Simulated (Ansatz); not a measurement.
PIr₂: pressure against volume per atom

Results calculated with Ansatz 0.2.0, not measured. Periodic Kohn-Sham DFT of a crystal at fixed atoms; pressure and stress are positive in compression; the energy is the free energy less that of spherical unpolarised free atoms; site moments are those in the method's own spheres, positive along +z.

Cell of the first row (space group Fm-3m, No. 225):
```
cell vectors (Å)
   0.0000     2.7110     2.7110
   2.7110     0.0000     2.7110
   2.7110     2.7110     0.0000
atoms (fractions of the cell vectors)
P   0.00000  0.00000  0.00000
Ir  0.25000  0.25000  0.25000
Ir  0.75000  0.75000  0.75000
```

Settings of every row: method frozen-core PAW; functional LDA; relativity scalar; k mesh 11x11x11; filling fermi-dirac; smearing width 0.05 eV; wave cutoff 420 eV; paw set soft_2.

Atom start moment: 0 on all atoms.

Limits: PAW files made with PBE; no spin-orbit coupling on heavy atoms.

```csv
row,volume per atom (Å³),pressure (GPa)
1,13.283,16.309
2,13.848,1.374
3,14.131,-4.859
4,14.272,?
5,14.696,-15.281
```

Question: what pressure should row 4 give?

Worked fit of pressure. Take u = (V_r/V)^(2/3) − 1 with V_r = 13.989 Å³ an atom, which is twice the finite (Eulerian) strain; such expansions in the strain, on which the Birch-Murnaghan equation of state is built, carry the rest volume and the bulk modulus. The shown rows have u = 0.03513, 0.00678, -0.00671, -0.03234. Least squares give pressure = −1.8266 + 463.982 × u + 1485.56 × u² GPa; a straight line predicts inner rows, each left out in turn, worse (root mean square 1.1 against 0.029 GPa). The rows lie off it by 0.003, -0.013, 0.014, -0.003 (root mean square 0.0098 GPa). The pressure vanishes at u = 0.0039, or V = 13.91 Å³ an atom, and there the bulk modulus at fixed shape and fractions is B = −V dP/dV = (2/3)(1 + u) dP/du = 318 GPa. The withheld row has u = -0.01326, so the fit gives −1.8266 + 463.982 × (-0.01326) + 1485.56 × (-0.01326)² = -7.718 GPa.

The calculation gave -7.705 GPa. The fit lies 0.013 GPa (0.041 % of the column's range) below it; its largest miss of a shown row is 0.014 GPa.
